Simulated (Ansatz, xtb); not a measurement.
**C2H5F3Si: which of two isomers lies lower**

We compare a, `FC(F)(F)C[SiH3]`, a singlet, with b, `C[SiH2]C(F)(F)F`, a singlet. Both are isolated molecules in the gas phase, relaxed with B3LYP/def2-SVP.

Question: Estimate which is lower in electronic energy at CCSD(T)/def2-SVP + ΔMP2/def2-TZVPP, and by roughly how much.

Answer: The CCSD(T)/def2-SVP + ΔMP2/def2-TZVPP calculation puts structure a lower, by 2.0 kcal/mol.

How the difference moves with the method:

```json
{"level": "GFN2-xTB", "geometry": "GFN2-xTB", "E(b) − E(a) (kcal/mol)": "+11.2", "departure from the last row (kcal/mol)": "+9.2", "job, with rough time for the two": "optimisation, 0.17 s"}
{"level": "HF/STO-3G", "geometry": "GFN2-xTB", "E(b) − E(a) (kcal/mol)": "−3.5", "departure from the last row (kcal/mol)": "−5.5", "job, with rough time for the two": "single point, 0.44 s"}
{"level": "r2SCAN-D4/def2-SVP", "geometry": "GFN2-xTB", "E(b) − E(a) (kcal/mol)": "+3.2", "departure from the last row (kcal/mol)": "+1.1", "job, with rough time for the two": "single point, 3.6 s"}
{"level": "B3LYP/def2-SVP", "geometry": "B3LYP/def2-SVP", "E(b) − E(a) (kcal/mol)": "+2.8", "departure from the last row (kcal/mol)": "+0.8", "job, with rough time for the two": "optimisation, 31 s"}
{"level": "HF/def2-SVP", "geometry": "B3LYP/def2-SVP", "E(b) − E(a) (kcal/mol)": "+5.6", "departure from the last row (kcal/mol)": "+3.6", "job, with rough time for the two": "part of the CCSD(T) run"}
{"level": "MP2/def2-SVP", "geometry": "B3LYP/def2-SVP", "E(b) − E(a) (kcal/mol)": "+5.4", "departure from the last row (kcal/mol)": "+3.4", "job, with rough time for the two": "part of the CCSD(T) run"}
{"level": "CCSD(T)/def2-SVP", "geometry": "B3LYP/def2-SVP", "E(b) − E(a) (kcal/mol)": "+5.5", "departure from the last row (kcal/mol)": "+3.5", "job, with rough time for the two": "single point"}
{"level": "CCSD(T)/def2-SVP + ΔMP2/def2-TZVPP", "geometry": "B3LYP/def2-SVP", "E(b) − E(a) (kcal/mol)": "+2.0", "departure from the last row (kcal/mol)": "", "job, with rough time for the two": "single point, 49 s"}
```

As drawn, b has 1 C–Si, 1 C–H in place of 1 C–C, 1 Si–H.

HF/STO-3G puts the two in the other order. The largest departure from CCSD(T)/def2-SVP + ΔMP2/def2-TZVPP is that of GFN2-xTB, 9.2 kcal/mol. The last row adds to CCSD(T) the change of the MP2 difference between the two basis sets, here −3.5 kcal/mol, a large step that makes the value less sure.

With thermal terms from frequencies at re-optimised GFN2-xTB minima (ideal gas, soft modes damped towards free rotors, one conformer each, 298.15 K, 1 atm): on the last row, ΔE + ΔZPE = +2.6, ΔH = +3.0, ΔG = +2.2 kcal/mol.

The correlated steps freeze 10 core orbitals. Run with Ansatz 0.2.0, xtb 6.7.1; the last row on 2 threads of AMD EPYC 7R43 64-Core Processor (Zen 3) on a shared host.

The preference for a is modest and probably reflects where the CF3 group sits. Exchanging C–C and Si–H bonds for C–Si and C–H would ordinarily favour the dialkylsilane, b. In b, however, electropositive silicon is bonded directly to the electron-poor CF3 carbon, which weakens that bond. In a, a negatively polarised CH2 carbon separates the two positive centres, and donation from the C–Si bond into C–F antibonding orbitals can add some stabilisation.

Hartree–Fock, MP2 and CCSD(T) nearly coincide in def2-SVP, so correlation largely cancels between the isomers and the description of the polar bonds by the basis matters more. The closeness of the two density functionals to the final value therefore probably owes something to error cancellation. The calculation supports a slight thermodynamic preference for a, but not greater kinetic persistence, since fluorine migration to silicon can open decomposition routes for both isomers.
